## Three predictions for one minimum

A biaxial strain acts along two directions at once. If a crystal squeezed by 1 % in its plane kept its volume, it would have to grow by 2 % along the normal. If its normal direction took no notice of the plane, it would grow by 0 %. For the SnSe double layer studied here the r2SCAN energies give about 0.3 %, much closer to indifference than to constant volume, yet clearly not zero.

Three energies set the scale. A strain of 3 % costs about 9 meV per atom when it acts along the normal alone and about 20 meV when it acts in the plane alone. When both act together, the cost differs from the sum of the two by 5 to 6 meV. This last amount, small but regular in sign, decides between the explanations.

SnSe (P4/nmm, a = 4.285, c = 10.991 Å, not relaxed at this level) under biaxial in-plane strains of −0.03, −0.015, 0, 0.015 and 0.03 (rows 1–5), fractional coordinates fixed. Ansatz 0.2.0, plane-wave PAW, scalar-relativistic r2SCAN, no spin polarisation, cutoff 500 eV, 6×6×4 k mesh, Gaussian smearing 0.05 eV. Free energies are relative to the unstrained cell; pressure is positive in compression.

```csv
strain zz,energy change row 1 (meV/atom),energy change row 2 (meV/atom),energy change row 3 (meV/atom),energy change row 4 (meV/atom),energy change row 5 (meV/atom),pressure row 2 (GPa),pressure row 4 (GPa)
-0.03,39.1,18.1,9.6,11.7,22.8,1.91,0.12
-0.015,28.9,9.3,2.2,5.7,18.2,1.39,-0.36
0,23.9,5.7,0.0,4.8,18.6,0.93,-0.76
0.015,23.2,6.5,2.2,8.3,23.4,0.52,-1.12
0.03,26.1,10.9,8.0,15.5,31.9,0.17,-1.42
```

Each energy or pressure column belongs to one in-plane strain: −0.03, −0.015, 0, 0.015 and 0.03 for rows 1 to 5. Strain zz is the strain along the normal. Energies are counted from the undisturbed cell, and pressure is positive in compression. The lowest energy listed lies at strain zz +0.015 in row 1, at 0 in rows 2 to 4, and at −0.015 in row 5. Squeezing the plane therefore favours a taller cell, and stretching it favours a flatter one.

## Does the crystal keep its volume?

The direction of the shift invites the picture of a rubber block, which bulges when it is squeezed from the sides. The pressures seem to support it. In row 2, where the plane is squeezed by 1.5 %, the pressure falls from 0.93 GPa at zero normal strain to 0.17 GPa at strain zz +0.03. That last point has almost exactly the original volume, since $0.985^2\times1.03\approx0.999$.

The energy contradicts the picture. In row 2 it rises from 5.7 meV per atom at zero normal strain to 10.9 meV at the point of restored volume. Row 4 is the mirror case, with the plane stretched by 1.5 %. There, flattening the cell by 3 % raises the energy from 4.8 to 11.7 meV. Restoring the volume nearly doubles the cost in row 2 and more than doubles it in row 4. In a rubber block it would lower the cost.

The pressure misleads because it is an average over three directions. At the restored volume in row 2, the stresses of the same calculation are 0.91 GPa of compression along each in-plane axis and 1.31 GPa of tension along the normal. They nearly cancel in the average, but the crystal is still strained along every axis. For a film held by a substrate and free at its surface, the quantity that must vanish is the stress along the normal, not the pressure.

The cell holds about 8 Å of empty space between layers, and it is tempting to blame this gap for the failure. Counting that space as part of the volume is not the reason. The atoms keep their fractional coordinates, so the layer is stretched by the same percentages as the cell, and the volume between its outer atomic planes follows the same rule. Rubber keeps its volume because it resists compression far more strongly than a change of shape. In this layer the change of shape that restores the volume also strains the upright bonds, and the energies show that this costs more than it saves.

## Do the two directions ignore each other?

The opposite view has a good structural argument behind it. The shortest Sn–Se bond stands upright in the layer. It changes from 2.60 to 2.76 Å as strain zz goes from −0.03 to +0.03, and in-plane strain leaves its length untouched. If this bond alone governed the normal direction, its preferred length would be the same in every row, and so would the best normal strain.

In that case the energies of the two strains would simply add. Take the corner of row 1 where both strains are −0.03. The in-plane part is 23.9 meV per atom and the normal part, from row 3, is 9.6 meV, which makes 33.5 meV. The computed value is 39.1 meV, so 5.6 meV is left unexplained.

The sign of the remainder follows a simple rule at every point where both strains differ from zero. Strains of the same sign cost more than the sum, and strains of opposite sign cost less. An upright bond that ignores the plane has no means of producing such a pattern. The two directions are coupled, though far more weakly than constant volume would require.

## A weak coupling, measured and tested

The simplest energy with this sign rule adds one product term to the two separate costs:

$$E(e,z)=E(e,0)+E(0,z)+K\,e\,z .$$

Here $e$ is the in-plane strain, $z$ is strain zz, and $K$ measures the coupling. For small strains the normal part is a parabola, $E(0,z)=\tfrac12 Cz^2$, where $C$ is the stiffness along the normal. Setting the slope along $z$ to zero puts the minimum at

$$z_{\min}=-\frac{K}{C}\,e .$$

The shift is thus a contest. The coupling pushes the layer towards a new height, and the upright bonds hold it at the old one.

Four energies suffice for $K$, those of rows 2 and 4 at strain zz ±0.015. Combined so that the separate costs cancel, they give

$$K=\frac{(9.3-6.5)+(8.3-5.7)}{4\times0.015^2}\ \text{meV}=6.0\ \text{eV per atom}.$$

The stiffness follows from the two ends of row 3:

$$C=\frac{9.6+8.0}{0.03^2}\ \text{meV}\approx 19.6\ \text{eV per atom}.$$

Their ratio is 0.31. An in-plane squeeze of 3 % should therefore raise the best height by 0.9 %.

Rows 1 and 5 had no part in finding $K$, and their in-plane strains are twice as large. The product term predicts a remainder of 5.4 meV per atom in size at their four corners, where the table gives 5.3 to 5.8 meV. The largest miss is 0.4 meV, in row 1. Simple addition, which predicts no remainder, misses by up to 5.8 meV.

The stress along the normal offers a finer look at the minima than the coarse steps of the table. Interpolated linearly between neighbouring points, it vanishes at a normal strain of +1.0 % in row 1 and −0.9 % in row 5. In rows 2 and 4 it vanishes at +0.5 % and −0.5 %, as the ratio predicts. This shows that the calculation is consistent with itself. It is not a second proof, because stress is the slope of the same energy.

The energies beyond simple addition are slightly larger in size in row 1 than in row 5. The coupling is therefore somewhat stronger when the plane is squeezed than when it is stretched, and a single constant $K$ cannot show this. The unequal shifts of the minimum have a second source: the layer is softer along the normal in tension than in compression, as the 8.0 and 9.6 meV at the ends of row 3 show. The likely reason for both is that repulsion between atoms steepens as they approach each other.

## Where the coupling comes from

In this double layer each atom has one upright neighbour and four sideways neighbours. The sideways bonds are almost flat. All five neighbours lie within 15 % of the shortest distance, which leaves a sideways bond room to climb by no more than about 0.6 Å over a run of about 3 Å. A flat bond feels in-plane strain and hardly any normal strain, while an upright bond feels only the latter. As far as bonds act as simple springs, only a tilted one feels both and can pass strain from one direction to the other, as the struts of a folding gate do.

This can be turned into an upper limit. Suppose that the crystal consisted only of springs between nearest neighbours, relaxed in the undisturbed cell. The coupling would then be tied to the in-plane stiffness by the tilt of the sideways bonds. With the largest tilt that the neighbour distances allow, such springs supply about a quarter of the computed $K$. On this estimate, most of the coupling comes from something other than the stretching of nearest-neighbour bonds.

Two standard effects have the right sign. Atoms of the same kind face each other along the diagonals of the double layer, roughly 4 Å apart, and repel. Squeezing the plane brings them closer, and a taller layer relieves the repulsion. The other effect is chemical: an atom that binds its four sideways neighbours more tightly has less bonding left for the upright one, which then prefers a longer bond. Total energies do not separate the two, and their shares remain open.

For related layers, the reasoning with springs covers only the part of the coupling that bond stretching carries. That part should be small where the bonds are upright or flat, and larger where they are strongly tilted and act as hinges. This is an argument from geometry, and the present table holds no second structure on which to test it.

## What the ratio means in practice

Letting the height adjust recovers very little energy. In row 1 the cost falls from 23.9 meV per atom at zero normal strain to 23.2 meV at +0.015, a gain of about 3 %, and the minimum between these two points should lie only slightly lower. The smallness follows from the model, where the gain is $K^2e^2/2C$, and a weak coupling enters squared. A square layer with frozen internal proportions, forced onto a substrate with a smaller lattice, thus keeps nearly all of its strain energy, even if its height is free. Atoms that can shift within the layer may release more.

The value 0.31 holds for a layer whose internal proportions are frozen. Fixed fractional coordinates make strain zz stretch the upright bonds together with the gap, so the stiffness $C$ is mainly that of the bonds. If the atoms could relax, the gap could take up most of an imposed change in cell height at little cost. The ratio should therefore not be applied to a relaxed stack. Nor is it a Poisson ratio, which describes a pull along one axis with the sides left free. The stiffness $C$, for its part, says little about the force that holds layers together. That force would also require long-range dispersion, which r2SCAN lacks.

The cell was not relaxed at this level of theory, but its remaining stresses are only about 0.02 GPa, too small to alter the comparison. The forces left on the atoms in the undisturbed cell are small as well, about 0.003 eV/Å on Sn and 0.014 eV/Å on Se, so the starting point lies close to balance within its square symmetry. The imposed square symmetry matters more. Single layers of SnSe are known to prefer a distorted, rectangular form, and a layer free to distort could answer in-plane strain by shifting its atoms sideways instead of changing its height. The coupling found here belongs to the square layer, at zero temperature and without zero-point motion.
